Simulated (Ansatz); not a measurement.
A series in volume scale on Hf

Results calculated with Ansatz 0.2.0, not measured. Periodic Kohn-Sham DFT of a crystal at fixed atoms, scaled to volume_scale times the given cell; pressure positive in compression, energy less spherical unpolarised free atoms, largest_vzz the field gradient of largest size among the nuclei.

The cell before it is scaled or strained (space group Im-3m, No. 229):
```
Hf
1.0
     -1.8050     1.8050     1.8050
      1.8050    -1.8050     1.8050
      1.8050     1.8050    -1.8050
Hf
1
Direct
  0.00000 0.00000 0.00000
```

Settings of every row: method all-electron PAW; functional PBEsol; relativity scalar; k mesh 16x16x16; filling fermi-dirac; smearing width 0.08 eV; nucleus gaussian.

Atom start moment: 0 on all atoms.

Limits: no spin-orbit coupling on heavy atoms.

```csv
row,volume scale,V (Å³/atom),pressure (GPa)
1,0.94,22.112,-3.723
2,0.96,22.582,-5.611
3,0.98,23.052,-7.327
4,0.99,23.288,-8.127
5,1,23.523,-8.89
6,1.01,23.758,-9.618
7,1.02,23.993,-10.312
8,1.04,24.464,-11.607
9,1.06,24.934,?
```

Question: what pressure should row 9 give?

Worked fit of pressure. Take u = (V_r/V)^(2/3) − 1 with V_r = 23.405 Å³ an atom, which is twice the finite (Eulerian) strain; such expansions in the strain, on which the Birch-Murnaghan equation of state is built, carry the rest volume and the bulk modulus. The shown rows have u = 0.03861, 0.02415, 0.01018, 0.00335, -0.00335, -0.00993, -0.01641, -0.02907. Least squares give pressure = −8.5123 + 113.829 × u + 258 × u² + 165 × u³ GPa; a parabola predicts inner rows, each left out in turn, worse (root mean square 0.0019 against 0.001 GPa). The rows lie off it by 0.000, 0.000, 0.000, 0.001, 0.001, -0.001, -0.001, 0.000. The withheld row has u = -0.04131, so the fit gives −8.5123 + 113.829 × (-0.04131) + 258 × (-0.04131)² + 165 × (-0.04131)³ = -12.786 GPa.

The calculation gave -12.786 GPa. The fit meets it to the printed digit. This row lies beyond the range of the fit.
